\section*{The Condon assumption in the golden-rule instanton rate}

\subsection*{Conventions}
One nuclear coordinate $x$ of mass $m$ moves on diabatic curves $V_D(x)$ (donor) and $V_A(x)$ (acceptor), with $H_{D,A}=p^2/2m+V_{D,A}$, and a real electronic coupling $V(x)$ connects them. The gap is $\Delta(x)=V_D-V_A$, primes denote $d/dx$, $\beta=1/k_BT$, and $\ddagger$ marks the crossing, $\Delta(x_\ddagger)=0$. Below a curve, $\kappa_{D,A}=\sqrt{2m(V_{D,A}-E)}$, and $v=\kappa_\ddagger/m$ is the speed in imaginary time at the crossing. Unless stated otherwise the regime is normal: the donor well lies at $x<x_\ddagger$, $V_D'>0>V_A'$ at the crossing, and $\Delta'>0$. Energies are in eV or meV, lengths in \AA, times in fs.

\subsection*{Statement}
The golden-rule instanton rate (Richardson, Bauer and Thoss, 2015) is
\begin{equation}
k_0Z_D=\sqrt{2\pi\hbar}\,\frac{V^2}{\hbar^2}\sqrt{\frac{C_DC_A}{-\Sigma}}\;e^{-S/\hbar},
\label{inst}
\end{equation}
where $S=S_D(x',x'',\beta\hbar-\tau)+S_A(x'',x',\tau)$ is the Euclidean action at its stationary point, $C=-\partial^2S_{D,A}/\partial x'\partial x''$ are the van Vleck factors, and $\Sigma$ is the determinant of the Hessian of $S$ in $(x',x'',\tau)$. It takes the coupling as constant, which is the Condon assumption. Three statements hold when $V$ depends smoothly on $x$ and $V_\ddagger\neq0$.

(a) At leading order in $\hbar$, Eq.~\eqref{inst} survives with $V=V_\ddagger$, the coupling on the seam.

(b) The first correction is of order $\hbar$. Relative to the rate $k_C$ for the constant coupling $V_\ddagger$,
\begin{equation}
\frac{k}{k_C}=1+\rho+O(\hbar^2),\qquad
\rho=\sigma^2\left[\frac{V''}{V}-\frac{V'}{V}\frac{\Delta''}{\Delta'}\right]_\ddagger,\qquad
\sigma^2=\frac{\hbar v}{\Delta'},
\label{rho}
\end{equation}
with $v$ taken at the instanton energy $E^*$. With the gap as coordinate,
\begin{equation}
\rho=\sigma_\Delta^2\,\frac{1}{V}\frac{d^2V}{d\Delta^2}\bigg|_\ddagger,\qquad \sigma_\Delta^2=\hbar v\Delta'.
\label{gap}
\end{equation}
A coupling linear in the gap gives no correction, and this holds to all orders in $\hbar$.

(c) For a Morse donor of range parameter $a$ crossed by its own repulsive branch, and $V\propto e^{\gamma x}$, one has $\rho=\sigma^2\gamma(\gamma+a)$. With inputs patterned on a Si--H stretch and zero driving force, the model gives $\rho=6.4\,\%$ at 312 K for $\gamma=a$ or $\gamma=-2a$, against exact golden-rule values of $6.8\,\%$ and $6.6\,\%$. Equation~\eqref{inst} itself lies a factor 1.10 above the exact Condon rate of the model, so the two effects are of the same size.

\subsection*{Where the assumption enters}
To second order in the coupling,
\begin{equation}
kZ_D=\frac{1}{\hbar^2}\int_{-\infty}^{\infty}\!dt\iint\!dx'dx''\,V(x')V(x'')\,K_D(x',x'',\beta\hbar-\tau-it)\,K_A(x'',x',\tau+it),
\label{trace}
\end{equation}
with $K(x',x'',\tau)=\langle x'|e^{-\tau H/\hbar}|x''\rangle$. Inserting eigenstates turns the $t$ integral into $2\pi\hbar\,\delta(E_n-E)$, so that the result does not depend on $\tau$ and equals
\begin{equation}
kZ_D=\frac{2\pi}{\hbar}\sum_n e^{-\beta E_n}|M_n|^2,\qquad M_n=\int dx\,\psi_n(x)V(x)\chi_{E_n}(x),
\label{fgr}
\end{equation}
for donor levels $\psi_n$ and energy-normalised acceptor continuum states $\chi_E$. The Condon step moves $V(x')V(x'')$ outside the integrals of Eq.~\eqref{trace}. With $K\simeq\sqrt{C/2\pi\hbar}\,e^{-S/\hbar}$, three Gaussian integrals give $(2\pi\hbar)^{3/2}/\sqrt{-\Sigma}$, the minus sign arising because the time contour runs along imaginary $\tau$, and Eq.~\eqref{inst} follows. The stationarity conditions are $\partial S/\partial\tau=E_A-E_D=0$ and $\partial S/\partial x'=\kappa_D-\kappa_A=0$, and likewise at $x''$. Equal energy and equal momentum imply $V_D=V_A$ at both hops. A factor $V(x')V(x'')$ that carries no $1/\hbar$ does not alter these conditions and is evaluated at the stationary point, which proves (a). The assumption is therefore needed only over the range in which the hopping points fluctuate.

\subsection*{The fluctuation range}
Each trajectory runs from $x'$ to a turning point and back to $x''$. Its abbreviated action separates, $W_D=w_D(x')+w_D(x'')$ with $w_D=\int_{x_D}^{x}\kappa_D\,dx$, and $W_A=w_A(x')+w_A(x'')$ with $w_A=\int_x^{x_A}\kappa_A\,dx$. The action $S$ is the stationary value over $E_D$ and $E_A$ of
\begin{equation}
\Phi=W_D(x',x'',E_D)+W_A(x',x'',E_A)+E_D(\beta\hbar-\tau)+E_A\tau .
\end{equation}
At the crossing the second derivatives are $\Phi_{x'x'}=\Phi_{x''x''}=\kappa_D'-\kappa_A'=\Delta'/v$ (from $\kappa\kappa'=mV'_{D,A}$), $\Phi_{x'x''}=0$, $\Phi_{xE_D}=-1/v$, $\Phi_{xE_A}=+1/v$, $\Phi_{\tau E_D}=-1$, $\Phi_{\tau E_A}=+1$, and $\ddot W_D$, $\ddot W_A$ for the second energy derivatives. The $5\times5$ determinant can be reduced in two ways. Eliminating the energies gives $\ddot W_D\ddot W_A\Sigma$. Using $\tau$ as the multiplier that sets $E_D=E_A=E$ gives minus the determinant in $(x',x'',E)$, where the mixed terms $-1/v+1/v$ cancel. With $W=W_D+W_A$,
\begin{equation}
-\Sigma=\frac{(\Delta'/v)^2\,\ddot W}{\ddot W_D\ddot W_A},\qquad C_{D,A}=\frac{1}{v^2\ddot W_{D,A}},
\end{equation}
and Eq.~\eqref{inst} takes the closed form
\begin{equation}
k_0Z_D=\frac{1}{2\pi\hbar}\,\frac{2\pi V_\ddagger^2}{\hbar v\Delta'}\,\sqrt{\frac{2\pi\hbar}{\ddot W}}\;e^{-\beta E^*-W/\hbar},\qquad \beta\hbar=-\frac{\partial W}{\partial E}\bigg|_{E^*}.
\label{closed}
\end{equation}
The end-point block of an inverse Hessian is unchanged by eliminating the other variables, so the fluctuations obey $\langle\delta x'^2\rangle=\langle\delta x''^2\rangle=\hbar v/\Delta'=\sigma^2$ and $\langle\delta x'\delta x''\rangle=0$. The two hops are independent at this order, as the factorised form $|M_n|^2$ requires, and no term $(V'/V)^2\langle\delta x'\delta x''\rangle$ appears in $\rho$.

\subsection*{Proof of the first correction}
At fixed $E$ below the crossing, both functions in $M$ are evanescent near $x_\ddagger$, and WKB theory gives
\begin{equation}
\psi\chi\propto e^{\,g-\phi/\hbar},\qquad g=-\tfrac12\ln(\kappa_D\kappa_A),\qquad \phi=w_D+w_A .
\end{equation}
Since $\phi'=\kappa_D-\kappa_A$ vanishes at $x_\ddagger$ and $\phi''=\Delta'/v>0$, the product is a peak of variance $\sigma^2$. Then $M/M_C=\langle V\rangle/V_\ddagger$, the average being taken with the weight $\psi\chi$. The next WKB order multiplies the weight by $1+\hbar\,\eta(x)$ with smooth $\eta$; its constant part cancels in the ratio and its slope shifts the mean by $\hbar\eta'\sigma^2=O(\hbar^2)$. Expanding the weight to first order in $g'\delta x$ and $\phi'''\delta x^3/6\hbar$, with the Gaussian moment $\langle\delta x^4\rangle=3\sigma^4$,
\begin{equation}
\langle\delta x\rangle=g'\sigma^2-\frac{\phi'''\sigma^4}{2\hbar}.
\end{equation}
From $\kappa''=mV''_{D,A}/\kappa-m^2V_{D,A}'^2/\kappa^3$ and $V_D'^2-V_A'^2=(V_D'+V_A')\Delta'$,
\begin{equation}
g'\sigma^2=-\frac{\hbar(V_D'+V_A')}{2\kappa_\ddagger\Delta'},\qquad
-\frac{\phi'''\sigma^4}{2\hbar}=+\frac{\hbar(V_D'+V_A')}{2\kappa_\ddagger\Delta'}-\frac{\sigma^2\Delta''}{2\Delta'} .
\end{equation}
The terms in $1/\kappa_\ddagger$, which would diverge as $E$ approaches the crossing, cancel and leave
\begin{equation}
\langle\delta x\rangle=-\frac{\sigma^2\Delta''}{2\Delta'} .
\label{shift}
\end{equation}
Because $\langle\delta x^3\rangle$ is $O(\hbar^2)$, $\langle V\rangle=V_\ddagger+V'\langle\delta x\rangle+\tfrac12V''\sigma^2$, and squaring gives $\rho(E)$ of Eq.~\eqref{rho}. The chain rule $d^2V/d\Delta^2=(V''-V'\Delta''/\Delta')/\Delta'^2$ gives Eq.~\eqref{gap}.

The cancellation has an exact origin. For states of equal energy,
\begin{equation}
\langle\psi|\Delta|\chi\rangle=\langle\psi|H_D-H_A|\chi\rangle=0 .
\label{sum}
\end{equation}
Hence $V=V_\ddagger+b\Delta$ has exactly the Condon matrix element for any $b$. Expanding $\langle\Delta\rangle=\Delta'\langle\delta x\rangle+\tfrac12\Delta''\sigma^2=0$ reproduces Eq.~\eqref{shift} independently.

By Eq.~\eqref{fgr}, the thermal ratio $k/k_C$ is the mean of $|M_n/M_{C,n}|^2$ over the Condon fluxes of the levels. These gather round $E^*$ with variance $\hbar/\ddot W$, or collapse on the ground level at low temperature. In both cases the mean of the smooth function $\rho(E)$ differs from $\rho(E^*)$ by a relative $O(\hbar)$, which completes the proof of (b).

One part of $\rho$ has a trajectory picture. For $V\propto e^{\gamma x}$, moving $-\hbar\ln V$ into the action changes the momentum condition to $\kappa_D-\kappa_A=\hbar\gamma$. Each hop leaves the seam by $\gamma\sigma^2$, and the exponent gains $\gamma^2\sigma^2$ from the two hops together. The term in $\Delta''$ does not arise from the exponent and must be added.

\subsection*{Morse donor and repulsive acceptor}
With $u=e^{-ax}$, take the curves that Sav\'eant (1987) used for dissociative electron transfer,
\begin{equation}
V_D=D(1-u)^2,\qquad V_A=Du^2+\epsilon,\qquad \Delta=D-\epsilon-2Du .
\end{equation}
The gap is linear in $u$, $u_\ddagger=(D-\epsilon)/2D$, $\Delta'=2aDu_\ddagger$ and $\Delta''/\Delta'=-a$. For $V=V_\ddagger(u/u_\ddagger)^p$, that is $\gamma=-pa$,
\begin{equation}
\rho=\sigma^2\gamma(\gamma+a)=p(p-1)\,a^2\sigma^2 .
\end{equation}
The correction vanishes for $p=0$ and $p=1$ and is negative between them. Define $\varepsilon_0=\hbar^2a^2/2m$, $\lambda^2=D/\varepsilon_0$ (so that $\hbar\omega=2\lambda\varepsilon_0$), $e=E/\varepsilon_0$, $s^2=\lambda^2-e$, $\nu^2=(E-\epsilon)/\varepsilon_0$ and $q^2=\lambda^2(1-u_\ddagger)^2-e$. Then $s^2+\nu^2=2\lambda^2u_\ddagger$ and
\begin{equation}
a^2\sigma^2=\frac{q}{\lambda^2u_\ddagger}.
\end{equation}
The actions are elementary. With $A=(s^2-\lambda^2u_\ddagger)/(\lambda u_\ddagger\sqrt e)$,
\begin{align}
W_D/\hbar&=2\left[s\,\mathrm{arcosh}A-\lambda\,\mathrm{arcosh}\frac{\lambda(1-u_\ddagger)}{\sqrt e}-q\right],&
\frac{\varepsilon_0\tau_D}{\hbar}&=\frac{\mathrm{arcosh}A}{s},\\
W_A/\hbar&=2\left[q-\nu\arccos\frac{\nu}{\lambda u_\ddagger}\right],&
\frac{\varepsilon_0\tau_A}{\hbar}&=\frac{1}{\nu}\arccos\frac{\nu}{\lambda u_\ddagger},
\end{align}
and $\tau_D+\tau_A=\beta\hbar$ fixes $E^*$.

The model is also exactly soluble. With $z=2\lambda u$, $s=\lambda-n-\tfrac12$, length unit $1/a$ and energy unit $\varepsilon_0$,
\begin{equation}
\psi_n=\sqrt{\frac{2s\,n!}{\Gamma(2\lambda-n)}}\,z^se^{-z/2}L_n^{2s}(z),\qquad
\chi=\frac{\sqrt{\sinh\pi\nu}}{\pi}K_{i\nu}(z/2),
\end{equation}
and every matrix element of a power of $u$ is a finite sum of
\begin{equation}
J(\mu)=\int_0^\infty\frac{dz}{z}\,z^\mu e^{-z/2}K_{i\nu}(z/2)=\sqrt\pi\,\frac{|\Gamma(\mu+i\nu)|^2}{\Gamma(\mu+\frac12)},\qquad \frac{J(\mu+1)}{J(\mu)}=\frac{\mu^2+\nu^2}{\mu+\frac12}.
\end{equation}
For the ground level, $M/M_C=J(s+p)/[(2\lambda u_\ddagger)^pJ(s)]$. This equals 1 for $p=1$, as Eq.~\eqref{sum} demands, and
\begin{equation}
\frac{M}{M_C}\bigg|_{p=2}=\frac{1+1/\lambda u_\ddagger}{1+1/\lambda},\qquad
\frac{M}{M_C}\bigg|_{p=-1}=\frac{\lambda u_\ddagger(\lambda-1)}{\lambda^2u_\ddagger-\lambda+1}.
\label{exact}
\end{equation}
Both expand to $1+(1-u_\ddagger)/\lambda u_\ddagger+O(\lambda^{-2})$, which is $1+\rho/2$ with $q\to\lambda(1-u_\ddagger)$. Since $\lambda\propto1/\hbar$, this confirms Eq.~\eqref{rho} in factor and sign.

Equation~\eqref{exact} also covers $u_\ddagger>1$, where $\epsilon<-D$ and the crossing lies on the inner wall. This is the inverted regime, whose instanton needs one trajectory of negative imaginary time (Heller and Richardson, 2020). There the first-order term is negative. Measured along the direction in which the donor state decays, $\Delta'$ is negative, the saddle in $x$ is crossed along the imaginary direction, and Eq.~\eqref{rho} applies with $\sigma^2=-\hbar v/|\Delta'|$.

\subsection*{Size of the correction}
The donor is patterned on a Si--H bond of the kind that passivates silicon surfaces and interfaces, with the approximate inputs $D=3.25$ eV, $\hbar\omega=0.26$ eV and $m=0.97$ u. These give $\lambda=25$, $\varepsilon_0=5.2$ meV and $a=1.55$ \AA$^{-1}$. The acceptor asymptote depends on the level that supplies the electron and is an assumed input, $\epsilon=0$. Then $u_\ddagger=1/2$, the crossing lies at $D/4=812.5$ meV and $x_\ddagger=0.446$ \AA, and $\Delta'=5.05$ eV/\AA. The exponent $\gamma$ is assumed as well: $\pm1$ \AA$^{-1}$, the typical order of the decay constant of an electronic tunnelling amplitude, and the soluble cases $p=2$ and $p=-1$. Each row of the table lists an instanton energy and the temperature at which it is stationary.

\begin{center}
\begin{tabular}{ccccccc}
$E^*$/meV & $T$/K & $a^2\sigma^2$ & $\sigma$/\AA & $\rho$/\% ($\gamma=+1$) & $\rho$/\% ($\gamma=-1$) & $\rho$/\% ($p=2,-1$)\\ \hline
63.7 & 127 & 0.0384 & 0.126 & 4.1 & $-0.88$ & 7.7\\
292.5 & 312 & 0.0320 & 0.115 & 3.4 & $-0.73$ & 6.4\\
520.0 & 532 & 0.0240 & 0.100 & 2.5 & $-0.55$ & 4.8
\end{tabular}
\end{center}

The correction shrinks on heating because the instanton approaches the crossing and $v$ falls. The sign of $\gamma$ matters. A coupling that grows as the bond stretches is convex in the gap and raises the rate, while one that decays with $|\gamma|<a$ is concave in the gap and lowers it slightly. At 312 K and $\gamma=+1$ \AA$^{-1}$ the hop leaves the seam by $\gamma\sigma^2=0.013$ \AA, where the gap is 0.067 eV. Statement (a) carries far more weight than (b): for the same $\gamma$, a coupling evaluated at the donor minimum in place of the seam lowers the rate by the factor $e^{2\gamma x_\ddagger}=2.44$.

The exact comparison at 312 K uses the three levels below the crossing. The weight is the share of the exact Condon flux in Eq.~\eqref{fgr}, and the last two columns give $|M/M_C|^2-1$.

\begin{center}
\begin{tabular}{cccccc}
$n$ & $E_n$/meV & weight & $\rho(E_n)$/\% & exact, $p=2$ & exact, $p=-1$\\ \hline
0 & 128.7 & 0.18 & 7.3 & 7.8 & 8.1\\
1 & 378.3 & 0.79 & 5.8 & 6.4 & 6.6\\
2 & 617.5 & 0.04 & 3.9 & 4.7 & 4.7
\end{tabular}
\end{center}

The ground-level entries come from $M/M_C=27/26$ and $600/577$. The thermal ratios are 1.066 for $p=2$ and 1.068 for $p=-1$, and the first correction at $E^*$ gives 1.064 for both. Level by level the $O(\hbar^2)$ remainder is below one percentage point, so two figures of $\rho$ are all that the first order supports. At low temperature $E^*\to0$ and $\rho\to8.0\,\%$, between the two exact ground-level values.

\subsection*{Competing terms and limits}
The other $O(\hbar)$ terms of the steepest-descent expansion cancel in $k/k_C$ but remain in the rate. At 312 K the instanton has $\tau_D=8.83$ fs, $\tau_A=15.65$ fs, $W/\hbar=10.50$, $\beta E^*=10.88$ and $S/\hbar=21.38$. Its energy width $\sqrt{\hbar/\ddot W}=104$ meV is smaller than the level spacing, so few levels share the flux. Equation~\eqref{closed} exceeds the exact Condon value of $kZ_D$ by a factor 1.05. The steepest-descent partition function $Z_D=1/[2\sinh(\beta\hbar\omega/2)]$ falls below the sum over the Morse levels by a further factor 1.05, almost wholly through the anharmonic zero-point shift $\varepsilon_0/4$. The error of $k_0$ against the exact Condon rate is thus a factor 1.10. The uncorrected $k_0$ exceeds the exact non-Condon rates by only 1.04 ($p=2$) and 1.03 ($p=-1$), through a cancellation of unrelated terms. Multiplying by $1+\rho$ removes the Condon error and leaves the other one exposed, so a rate good to a few per cent needs both sets of terms.

Terms of fourth order in the coupling are governed by the parameter $2\pi V_\ddagger^2/\sigma_\Delta^2$, the Landau--Zener factor visible in Eq.~\eqref{closed}. Here $\sigma_\Delta^2=0.338$ eV$^2$, so the parameter is 0.007 for an assumed $V_\ddagger=20$ meV and reaches the value 0.064 of $\rho$ at 59 meV. Its coefficient in the rate is not derived here.

The expansion in Eq.~\eqref{rho} needs $|\gamma|\sigma\ll1$, and $1/\sigma=8.7$ \AA$^{-1}$ at 312 K. It fails in relative form when the coupling has a node at the crossing. The matrix element then starts at $\langle V\rangle=\tfrac12\sigma_\Delta^2\,d^2V/d\Delta^2$, and Eq.~\eqref{closed} holds with $\langle V\rangle^2$ in place of $V_\ddagger^2$, two orders of $\hbar$ down.

All percentages above belong to the model and not to a Si--H bond in a solid. The acceptor curve, the driving force and $\gamma$ are assumed, and lattice modes, along which the seam extends and the coupling may also vary, are absent. Within the model, once the coupling is taken on the seam, its variation with $|\gamma|\le a$ or $\gamma=-2a$ changes the rate by 8 per cent or less at first order.